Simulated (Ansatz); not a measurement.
# BiN: the change of formation energy and pressure with volume per atom

Plane-wave density functional theory, PAW datasets, Gaussian smearing 0.05 eV: one cell in which all forces lie under 0.002 eV/angstrom; stress (xx yy zz yz xz xy) and pressure positive in compression; site moments are of spin alone; formation energy from the elements run alike, uncorrected. The results are calculated, by Ansatz 0.2.0.

Cell of the first row (space group F-43m, No. 216):
```
CELL_PARAMETERS angstrom
0.00000 2.72420 2.72420
2.72420 0.00000 2.72420
2.72420 2.72420 0.00000
ATOMIC_POSITIONS crystal
Bi 0.00000 0.00000 0.00000
N 0.25000 0.25000 0.25000
```

Settings of every row: paw set soft_2; functional PBE; spin treatment none; moment partition spheres; spin axis none; wave cutoff 420 eV; k mesh 10x10x10; SCF start atoms; lower state search light; symmetry use detected.

Atom first moment, atom hubbard u: 0 on all atoms.

Limits: formation energy without spin-orbit coupling on heavy elements; the cell comes from a prototype or a list of computed structures and needn't be the stable phase.

| row | volume per atom (Å³) | formation energy (eV per atom) | pressure (GPa) | energy above relaxed cell (meV per atom) |
| --- | --- | --- | --- | --- |
| 1 | 20.218 | 0.8859 | 5.32 | 18.71 |
| 2 | 20.539 | ? | ? | ? |
| 3 | 20.967 | 0.8695 | 1.77 | 2.31 |
| 4 | 21.395 | 0.8672 | 0.00 | 0 |
| 5 | 21.783 | 0.869 | -1.46 | 1.83 |
| 6 | 21.823 | 0.8694 | -1.60 | 2.22 |
| 7 | 22.217 | 0.875 | -2.93 | 7.81 |
| 8 | 22.251 | 0.8756 | -3.04 | 8.46 |
| 9 | 22.892 | 0.8917 | -4.92 | 24.51 |
| 10 | 23.534 | 0.9147 | -6.52 | 47.5 |

Question: what formation energy and pressure should row 2 give?

Worked fit of formation energy. Take u = (V_r/V)^(2/3) − 1 with V_r = 21.823 Å³ an atom, which is twice the finite (Eulerian) strain; such expansions in the strain, on which the Birch-Murnaghan equation of state is built, carry the rest volume and the bulk modulus. The shown rows have u = 0.05225, 0.02704, 0.01329, 0.00122, 0, -0.01186, -0.01286, -0.03138, -0.04908. Least squares give formation energy = 0.86939 − 0.3283 × u + 12.225 × u² + 2.03 × u³ eV per atom; a parabola predicts inner rows, each left out in turn, worse (root mean square 6.4e-05 against 2.7e-05 eV per atom). All shown rows lie on it to the printed digit. The withheld row has u = 0.04125, so the fit gives 0.86939 − 0.3283 × (0.04125) + 12.225 × (0.04125)² + 2.03 × (0.04125)³ = 0.8768 eV per atom.

The calculation gave 0.8768 eV per atom. The fit meets it to the printed digit.

Worked fit of pressure. Take u = (V_r/V)^(2/3) − 1 with V_r = 21.823 Å³ an atom, which is twice the finite (Eulerian) strain; such expansions in the strain, on which the Birch-Murnaghan equation of state is built, carry the rest volume and the bulk modulus. The shown rows have u = 0.05225, 0.02704, 0.01329, 0.00122, 0, -0.01186, -0.01286, -0.03138, -0.04908. Least squares give pressure = −1.599 + 115.86 × u + 317.8 × u² GPa; a straight line predicts inner rows, each left out in turn, worse (root mean square 0.23 against 0.0034 GPa). All shown rows lie on it to the printed digit. The pressure vanishes at u = 0.0133, or V = 21.39 Å³ an atom, and there the bulk modulus at fixed shape and fractions is B = −V dP/dV = (2/3)(1 + u) dP/du = 84 GPa. The withheld row has u = 0.04125, so the fit gives −1.599 + 115.86 × (0.04125) + 317.8 × (0.04125)² = 3.72 GPa.

The calculation gave 3.72 GPa. The fit meets it to the printed digit.

The other values of row 2: energy above relaxed cell 9.62 meV per atom.
